**L3-MM Auger groups of Ga³⁺: forecasting five withheld groups from nine**

The table holds configuration-average kinetic energies and shares of the Auger groups of an L3 hole in Ga³⁺ inside a Watson sphere, from a radial Dirac-Fock and Kohn-Sham solver with independent-particle Coulomb rates on relativistic LDA orbitals. The program fits the nine known energies with additive hole terms, with and without a $jj$-average exchange term from hydrogenic $n=3$ orbitals, and forecasts shares from the sum rule by an ordered random split or by hole-pair counting. Exchange lowers the rms residual from 0.45 to 0.10 eV and predicts the five withheld energies within 0.42 eV, where the additive model misses by up to 6.4 eV. The share intervals of the random split contain all five values but are wide, with M1M5 near the lower edge and just below the planned forecast of 0.6–1.1%. Pair counting is closer for four groups and fails for M1M1.

Radial Dirac-Fock and Kohn-Sham solver 3: Auger groups of an L3 hole in Ga3+ ([Ar] 3d10) in a Watson sphere (charge -3 e, radius 3.0 Å). Kinetic energies are Dirac-Fock configuration averages from the vacuum level. Shares of the nonradiative rate come from independent-particle Coulomb rates on relativistic LDA orbitals of the hole state, with a Latter-tail continuum.

## Program and output

```python
# Table: L3-MM Auger groups of Ga3+ in a Watson sphere (radial Dirac-Fock/Kohn-Sham solver): configuration-average
# kinetic energies and shares (Coulomb rates, relativistic LDA orbitals). Tested: additive hole terms plus jj-average
# exchange for energies; sum rule plus descending order, or hole-pair counting, for shares. Fits use known rows only.
T = {
    'group_final_holes': ['M4M5', 'M3M5', 'M5M5', 'M3M3', 'M3M4', 'M2M3', 'M1M3', 'M2M5', 'M4M4', 'M1M5', 'M2M4', 'M1M4', 'M1M1', 'M1M2'],
    'group_kinetic_energy': [1029.4, 941.2, 1030.1, 849.3, 939.4, 846.1, 795.4, 935.9, 1029.3, 883.6, 938.1, 883.1, 734.5, 791.7],  # eV
    'group_share': [22.81, 15.42, 15.4, 13.38, 10.28, 9.239, 5.881, 4.361, 1.134, 0.5776, 0.4687, 0.4512, 0.3019, 0.2141],  # %
}
HELD = [9, 10, 11, 12, 13]  # rows withheld from the fit
import numpy as np
from scipy import constants as C
from scipy.special import eval_genlaguerre as Lg
from scipy.integrate import cumulative_trapezoid as ct
from sympy import Rational as Q
from sympy.physics.wigner import wigner_3j
g = T['group_final_holes']; E = np.array(T['group_kinetic_energy'], float); S = np.array(T['group_share'], float)
H = list(HELD); K = [i for i in range(len(g)) if i not in H]; pr = [(int(s[1]), int(s[3])) for s in g]
l = {1: 0, 2: 1, 3: 1, 4: 2, 5: 2}; tj = {1: 1, 2: 1, 3: 3, 4: 3, 5: 5}
Ha = C.physical_constants['Hartree energy in eV'][0]; r = np.linspace(1e-4, 8, 6000)
def orb(L, Z):
    x = 2*Z*r/3; p = r*x**L*np.exp(-x/2)*Lg(2-L, 2*L+1, x); return p/np.sqrt(ct(p*p, r)[-1])
def Rk(f, h, k):
    o = ct(h/r**(k+1), r, initial=0)
    return Ha*ct(f*(ct(h*r**k, r, initial=0)/r**(k+1) + r**k*(o[-1]-o)), r)[-1]
def col(sameZ=False, F0=False, ss=1.0):
    P = {L: orb(L, 12.5 if sameZ else (27-L*(L+1))/2) for L in range(3)}; out = []  # mean radius 1 bohr
    for a, b in pr:
        f = P[l[a]]*P[l[b]]
        x = sum(float(wigner_3j(Q(tj[a], 2), k, Q(tj[b], 2), Q(1, 2), 0, Q(-1, 2))**2)*Rk(f, f, k)
                for k in range(1, 5) if (l[a]+l[b]+k) % 2 == 0)
        x *= ((tj[a]+1)/tj[a] if a == b else 1)*(ss if a == 1 else 1)
        out.append(x - (Rk(P[l[a]]**2, P[l[b]]**2, 0) if F0 else 0))
    return np.array(out)
N = np.array([[(a == m)+(b == m) for m in range(1, 6)] for a, b in pr], float)
def fit(A):
    p = np.linalg.lstsq(A[K], E[K], rcond=None)[0]; s2 = ((E-A@p)[K]**2).sum()/(len(K)-A.shape[1])
    return p, A@p, np.sqrt(s2*(1+np.einsum('ij,jk,ik->i', A, np.linalg.inv(A[K].T@A[K]), A)))
X = col(); p0, y0, e0 = fit(N); p1, y1, e1 = fit(np.c_[N, X])
var = [fit(np.c_[N, c])[1] for c in (col(F0=True), col(sameZ=True), col(ss=1.2))]
err = np.sqrt(e1**2 + sum((v-y1)**2 for v in var))
n = np.array([(tj[a]+1)*tj[a]/2 if a == b else (tj[a]+1)*(tj[b]+1) for a, b in pr])
print('known row: residual additive, residual with exchange, exchange term (eV); pairs, share per pair (%)')
for i in K: print(f'{g[i]} {E[i]-y0[i]:+.2f} {E[i]-y1[i]:+.2f} {p1[5]*X[i]:.2f}; {n[i]:.0f} {S[i]/n[i]:.3f}')
rms = lambda y: np.sqrt(np.mean((E-y)[K]**2))
print('M1M3 residual is zero by construction (only known M1 row)')
print(f'rms additive {rms(y0):.3f}, exchange {rms(y1):.3f} eV; rounding rms {0.1/12**.5:.3f} eV')
print('rms with F0 added, common Z, 3s exchange x1.2: ' + ', '.join(f'{rms(v):.3f}' for v in var) + ' eV')
print(f'fitted: mean radius {1/p1[5]:.2f} bohr, 3p split {p1[2]-p1[1]:.2f}, 3d split {p1[4]-p1[3]:.2f} eV')
e = {g[i]: E[i] for i in K}; d = lambda a, b: e[a]-e[b]
print(f"spacings eV: M3M5-M3M4 {d('M3M5','M3M4'):.1f}, M5M5-M4M4 {d('M5M5','M4M4'):.1f}, M5M5-M4M5 {d('M5M5','M4M5'):.1f}")
print(f"spacings eV: M4M5-M4M4 {d('M4M5','M4M4'):.1f}, M3M5-M2M5 {d('M3M5','M2M5'):.1f}, M3M3-M2M3 {d('M3M3','M2M3'):.1f}")
dd = (5*d('M5M5','M4M5')+3*d('M4M5','M4M4'))/8; x = d('M3M5','M3M4')-dd; dp = d('M3M5','M2M5')-1.2*x
print(f"3j algebra only: 3d split {dd:.2f}, pd exchange x {x:.2f}, 3p split {dp:.2f}, F2(3p,3p) {30*(dp-d('M3M3','M2M3')):.0f} eV")
print(f"3j algebra only: M2M4 {e['M2M5']-dd+2*x:.2f}, M1M2 {e['M1M3']-dp:.2f} eV")
print(f'Watson sphere shift 3e/(3.0 A): {3*C.e/(4*np.pi*C.epsilon_0*3e-10):.1f} eV')
print('withheld energy (eV): predicted +- bar | additive | computed | miss, miss/bar | additive miss')
for i in H: print(f'{g[i]} {y1[i]:.1f} +- {err[i]:.1f} | {y0[i]:.1f} | {E[i]:.1f} | {E[i]-y1[i]:+.2f}, {(E[i]-y1[i])/err[i]:+.1f} | {E[i]-y0[i]:+.1f}')
a = dict(zip(g, E)); s = dict(zip(g, S))
print(f"computed: M2M4-M2M5 {a['M2M4']-a['M2M5']:+.1f} eV, M1M5-M1M4 {a['M1M5']-a['M1M4']:+.1f} eV")
rem = 100-S[K].sum(); nr = n[H].sum()+1; W = 783.18  # nonradiative width of the same run, meV
print(f"known shares {S[K].sum():.3f} %, remainder {rem:.3f} % = {rem*W/100:.1f} meV over {nr:.0f} pairs, {rem/nr:.3f} % per pair")
print(f"dd groups sum {s['M4M4']+s['M4M5']+s['M5M5']:.2f} %; known groups with M3 sum {sum(S[i] for i in K if 3 in pr[i]):.2f} %")
D = -np.sort(-np.random.default_rng(0).dirichlet(np.ones(len(H)+1), 200000), axis=1)*rem
D = D[D[:, 0] < S[K].min()]; lo, md, hi = np.percentile(D, [5, 50, 95], axis=0)
print('withheld share (%): ordered split median [5-95%] | pair counting | computed, per pair | miss split, miss counting')
for m, i in enumerate(H): print(f'{g[i]} {md[m]:.2f} [{lo[m]:.2f}-{hi[m]:.2f}] | {rem*n[i]/nr:.2f} | {S[i]:.3f}, {S[i]/n[i]:.3f} | {S[i]-md[m]:+.2f}, {S[i]-rem*n[i]/nr:+.2f}')
print(f"computed M1M5/M1M4 {s['M1M5']/s['M1M4']:.2f} (counting 1.50); implied M2M2 {100-S.sum():.3f} % (rounding about 0.01)")
assert d('M3M5','M3M4') > d('M5M5','M4M4') and d('M3M5','M2M5') > d('M3M3','M2M3')
assert p1[5] > 0 and dp > dd > 0
assert np.all(np.diff(S[K]) <= 0) and rem > 0
```

Printed output:

```
known row: residual additive, residual with exchange, exchange term (eV); pairs, share per pair (%)
M4M5 -0.33 -0.02 0.98; 24 0.950
M3M5 +1.07 +0.11 2.62; 24 0.642
M5M5 -0.26 -0.12 1.26; 15 1.027
M3M3 -0.60 -0.05 1.36; 6 2.230
M3M4 -0.09 +0.13 1.32; 16 0.642
M2M3 +0.22 -0.15 2.04; 8 1.155
M1M3 -0.00 -0.00 4.37; 8 0.735
M2M5 -0.22 +0.15 1.06; 12 0.363
M4M4 +0.21 -0.06 1.44; 6 0.189
M1M3 residual is zero by construction (only known M1 row)
rms additive 0.450, exchange 0.101 eV; rounding rms 0.029 eV
rms with F0 added, common Z, 3s exchange x1.2: 0.059, 0.228, 0.101 eV
fitted: mean radius 0.60 bohr, 3p split 3.78, 3d split 0.52 eV
spacings eV: M3M5-M3M4 1.8, M5M5-M4M4 0.8, M5M5-M4M5 0.7
spacings eV: M4M5-M4M4 0.1, M3M5-M2M5 5.3, M3M3-M2M3 3.2
3j algebra only: 3d split 0.47, pd exchange x 1.33, 3p split 3.71, F2(3p,3p) 15 eV
3j algebra only: M2M4 938.08, M1M2 791.69 eV
Watson sphere shift 3e/(3.0 A): 14.4 eV
withheld energy (eV): predicted +- bar | additive | computed | miss, miss/bar | additive miss
M1M5 883.3 +- 0.9 | 885.6 | 883.6 | +0.34, +0.4 | -2.0
M2M4 937.8 +- 0.7 | 935.5 | 938.1 | +0.27, +0.4 | +2.6
M1M4 882.7 +- 0.9 | 885.0 | 883.1 | +0.37, +0.4 | -1.9
M1M1 734.1 +- 2.3 | 740.9 | 734.5 | +0.42, +0.2 | -6.4
M1M2 791.6 +- 0.3 | 791.4 | 791.7 | +0.08, +0.3 | +0.3
computed: M2M4-M2M5 +2.2 eV, M1M5-M1M4 +0.5 eV
known shares 97.905 %, remainder 2.095 % = 16.4 meV over 34 pairs, 0.062 % per pair
dd groups sum 39.34 %; known groups with M3 sum 54.20 %
withheld share (%): ordered split median [5-95%] | pair counting | computed, per pair | miss split, miss counting
M1M5 0.78 [0.55-1.07] | 0.74 | 0.578, 0.048 | -0.21, -0.16
M2M4 0.52 [0.36-0.72] | 0.49 | 0.469, 0.059 | -0.05, -0.02
M1M4 0.35 [0.20-0.49] | 0.49 | 0.451, 0.056 | +0.10, -0.04
M1M1 0.23 [0.10-0.36] | 0.06 | 0.302, 0.302 | +0.07, +0.24
M1M2 0.13 [0.03-0.26] | 0.25 | 0.214, 0.054 | +0.08, -0.03
computed M1M5/M1M4 1.28 (counting 1.50); implied M2M2 0.082 % (rounding about 0.01)
```
